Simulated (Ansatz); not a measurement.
**From B to In: the dipole moment**

One atom is swapped for its congeners: B(SeH)F2; Al(SeH)F2; In(SeH)F2. The Ga member is missing. All are singlets with charge 0.

Shapes, held fixed at every level: PBE0-D4/def2-TZVP. Programs: Ansatz 0.2.0. Values in D.

```json
{"level": "PBE-D4/def2-TZVPP", "B(SeH)F2": "1.07", "Al(SeH)F2": "1.39", "In(SeH)F2": "3.07"}
{"level": "r2SCAN-D4/def2-TZVPP", "B(SeH)F2": "1.08", "Al(SeH)F2": "1.32", "In(SeH)F2": "3.08"}
{"level": "B3LYP-D4/def2-TZVPP", "B(SeH)F2": "1.12", "Al(SeH)F2": "1.39", "In(SeH)F2": "3.24"}
{"level": "wB97M-V/def2-TZVPP", "B(SeH)F2": "1.06", "Al(SeH)F2": "1.28", "In(SeH)F2": "3.09"}
```

At wB97M-V/def2-TZVPP the dipole moment rises at every step, from 1.06 to 3.09 D. Every level shows the same order. For atoms past krypton def2 sets carry core potentials with scalar relativity. Relativity is left out for Se unless named.

The dipole moment grows only modestly from B to Al but more than doubles from Al to In, and the differences between functionals are small beside that second step. Electronegativity alone doesn't account for this pattern: Al is the most electropositive of the three, yet the In compound has by far the largest moment. The molecular dipole is a vector sum in which the metal–fluorine and metal–selenium contributions partly oppose each other, with the Se–H group adding its own share. In the boron compound, π donation from F and Se into the empty boron p orbital also counters the σ polarity. On going to Al, both kinds of bond become more polar, so much of the gain probably cancels. For In, long and strongly polar In–F bonds alongside a more covalent In–Se bond would leave a larger imbalance, helped by the diffuse, polarisable valence shell. The totals therefore don't measure the ionicity of any single bond, and without Ga they can't show whether the sharp rise begins with the first filled d shell or only at In.
